Why does a lead nucleus more than 5 Å from a nickel impurity feel its unpaired electrons more strongly than the bromine nuclei bonded to the nickel, when lead carries less of the spin? The isotropic hyperfine constant $A$ measures the coupling between a nucleus and the unpaired electrons. It depends on the magnetic moment of the nucleus and on the spin density exactly there. As long as spin–orbit coupling is left out, only electrons of s type supply that density directly. The site moment, by contrast, counts the spin of electrons of every type within a set region around the atom.

Ansatz 0.2.0, r2SCAN, plane waves (cutoff 500 eV), default PAW datasets, scalar-relativistic, spin-polarised. Neutral 20-atom cell of CsPbBr3 with one Pb replaced by Ni, two unpaired electrons, 2×2×2 k-point mesh, single point at relaxed positions. The constant A, defined by H = A I·S, comes from the contact spin density alone, with the cores allowed to respond.

| atom | like atoms | distance from the defect (Å) | site moment (muB) | mass number | isotropic hyperfine constant (MHz) |
| --- | --- | --- | --- | --- | --- |
| Ni5 | 1 | 0.21 | 1.58 | 61 | 36.4 |
| Br12 | 2 | 2.64 | 0.05 | 81 | 77.2 |
| Br9 | 2 | 2.64 | 0.02 | 81 | 67.7 |
| Br17 | 2 | 2.70 | 0.04 | 81 | 78.8 |
| Cs1 | 2 | 4.75 | 0.00 | 133 | -0.7 |
| Cs3 | 2 | 5.09 | 0.00 | 133 | -0.5 |
| Pb7 | 2 | 5.52 | 0.01 | 207 | 158.6 |
| Pb6 | 1 | 5.87 | 0.01 | 207 | 213.0 |
| Br11 | 2 | 6.37 | 0.00 | 81 | 2.4 |
| Br10 | 2 | 6.42 | 0.00 | 81 | 2.0 |
| Br19 | 2 | 6.50 | 0.00 | 81 | 2.6 |

**Nickel, where the spin sits**

The cell has a total moment of 2 μB, of which 1.58 μB lies on nickel. This fits a high-spin Ni²⁺ ion, whose two unpaired 3d electrons occupy the orbitals that point at the bromides. A 3d electron has no density at the nucleus, so it acts there only indirectly, by polarising the s shells of nickel. The nucleus ⁶¹Ni has a negative magnetic moment, so the positive constant of 36 MHz means a negative spin density at the nucleus, as such core polarisation usually produces. Semilocal functionals underestimate this effect, and the size of the nickel value is therefore doubtful.

**The near bromides, first stop of the spin**

Six bromides surround the nickel, and together they hold about 0.24 μB. The nickel orbitals that point at them are half filled and can accept only electrons of the minority spin. Bromide electrons of that spin lean towards nickel, and an excess of the majority spin stays behind. Most of this excess should sit in bromine 4p, which forms the bond but has no density at the nucleus, and only a small part in 4s.

A simple relation turns $A$ into an amount of s-type spin:

$$A = \frac{a_s\,p_s}{2S}$$

Here $p_s$ is the s-type spin population of the atom, $a_s$ is the coupling that one full valence s electron would give in that element, and $S=1$ for two unpaired electrons. For bromine $a_s$ is roughly 35 GHz, a recalled value. The row Br17, with 78.8 MHz, then corresponds to about 0.45 % of an s electron, roughly a tenth of the moment on that atom.

Br12 and Br9 show how loosely moment and $A$ are tied. Both are listed at 2.64 Å, yet the moment of Br12 is 2.3 times that of Br9, while its $A$ is only 1.14 times as large. The distance is counted from a reference point that nickel itself has left by 0.21 Å, so equal entries need not mean equal bonds. Probably nickel has moved towards Br12 and strengthened that bond, but this is a guess.

**Caesium, closer than lead and almost silent**

The caesium ions lie nearer to the defect than any lead, yet their constants stay below 1 MHz in size. One reason is the element: a full valence s electron on caesium gives only about 2.5 GHz, also a recalled value. Even so, the s population of a near bromide would produce some 5 MHz there, so caesium also receives less spin. That suits an ion held mainly by electrostatic attraction, with little orbital overlap to carry spin. Values this small are uncertain by their own size, and their negative sign should not be interpreted.

**Lead, a small moment with a loud nucleus**

Pb6 has the largest constant of the table, 213 MHz, although its moment is only about a third of the average near-bromide moment. Two things make up for the small moment. First, one full s electron on lead gives roughly 81 GHz, again a recalled value and more than twice that of bromine. The strong pull of the lead nucleus gives a 6s electron a high density there, and relativity raises that density further. Second, the same relation assigns about 40 % of the lead moment to s-type spin, a far larger part than on the near bromides. These shares are rough, because the site moments miss some spin that lies between the atoms, and the relation counts any polarisation of inner s shells as valence s spin.

The bonding of the host offers a reason for the second point, though the calculation does not resolve the spin by orbital. Lead has a filled 6s shell that overlaps with bromine 4p along the line Ni–Br–Pb. When nickel draws minority-spin electrons from the bromide, it draws on these mixed states too, and some of the spin left behind is lead 6s. In this picture the bromide passes spin on in a form that the lead nucleus can sense directly.

How much of the excess of lead over bromine comes from the element alone? Suppose that lead has the same s population as an average near bromide, whose constant is 74.6 MHz. Changing only the atomic coupling gives

$$A_\text{Pb} \approx 74.6\ \text{MHz}\times\frac{81}{35} \approx 173\ \text{MHz}.$$

No lead row entered this estimate. It lies 9 % above the computed value of Pb7 and 19 % below that of Pb6. The equal population is an assumption, but its near success suggests that in this cell lead outdoes bromine mainly because the same amount of s spin counts for more there.

The two kinds of lead run against distance: Pb6 is farther out than Pb7, yet its constant is 1.34 times as large. Its moment is larger by nearly the same factor, so more spin reaches Pb6, with a similar share of s character. Pb6 lies about midway between two nickel sites of the repeated cell, whereas Pb7 is shifted towards one of them. The unequal bridges on either side of Pb7 may carry less spin, but the calculation does not isolate that cause.

Those two nickel neighbours also affect how the lead values should be used. In this small cell each lead atom has nickel on both sides, with parallel spins. If the two contributions simply add, a lead atom beside a single nickel would show about half the value, roughly 80 to 110 MHz. The near equality of the s populations thus depends on the second nickel, and beside a single one lead would exceed the near bromides only modestly. Spin–orbit coupling, which matters for lead, is left out, and the functional spreads the spin too far, so these figures are indications of size.

**The far bromides, one link further**

The outer bromides connect lead to lead and have no nickel neighbour. Their constants are near 2 MHz, about 32 times smaller than those of the near bromides. The factor is rough: values this small are uncertain by their own size, and in the repeated cell each outer bromide has four nickel sites at similar distances. Because the element is the same, this drop owes nothing to the atomic coupling: far less s spin arrives.

The two groups of bromides also allow a test of distance as the sole guide. An exponential decay drawn through their averages, and rescaled for the element, predicts only 9 MHz at Pb6, about 24 times too little. A second nickel neighbour could supply a factor of two, not twenty-four. Distance alone therefore fails at lead, as expected if the spin travels along the bonds. Caesium cannot test the rule: the predicted constants are as small as the computed ones but of opposite sign, and values of that size are too uncertain. The printed output after this text lists the estimates for both elements.

For a nearby case, then, the first question is whether overlapping orbitals link the atom to the magnetic ion. The next is how much of the arriving spin is of s type, and the last is how strongly one s electron couples in that element. A ruler alone would have put lead in the wrong place.

Numerical output:

```
Half the Ni-Ni distance along the cubic axis (angstrom): 5.87
Least distance of Pb7 from the second Ni reference site (angstrom): 6.22
Moment on Ni, percent of the total of 2 muB: 79.03
Moment on the six near Br together (muB): 0.2378
Moment on the three Pb together (muB): 0.03249
Mean A of near Br (MHz): 74.57
Mean A of far Br (MHz): 2.333
Near Br over far Br, ratio of mean A: 31.96
Near Br over far Br, ratio of mean moments: 12.24
A of Pb7 and Pb6 over mean A of near Br: 2.127, 2.857
Moment of Pb7 and Pb6 over mean moment of near Br: 0.2463, 0.3273
Rough s spin population of Br12, Br9, Br17 (percent of an electron): 0.4411, 0.3869, 0.4503
Rough s spin population of Pb7, Pb6 (percent of an electron): 0.3916, 0.5259
Rough s part of the site moment of Br12, Br9, Br17 (percent): 8.204, 16.25, 10.9
Rough s part of the site moment of Pb7, Pb6 (percent): 40.12, 40.55
Distance rule, length over which A falls by a factor e (angstrom): 1.088
Distance rule, A predicted for Pb7, Pb6 (MHz): 12.46, 9.034
Distance rule, computed over predicted A for Pb7, Pb6: 12.73, 23.58
Distance rule, size of A predicted for Cs1, Cs3 (MHz): 0.7804, 0.571
Equal s population on Pb and near Br, A predicted for Pb (MHz): 172.6
Equal s population, prediction less computed A for Pb7, Pb6 (percent): 8.807, -18.98
Br12 over Br9, ratio of moments: 2.259
Br12 over Br9, ratio of A: 1.14
Pb6 over Pb7, ratio of moments: 1.329
Pb6 over Pb7, ratio of A: 1.343
Half of A of Pb7, Pb6, a guess for a single Ni neighbour (MHz): 79.3, 106.5
```
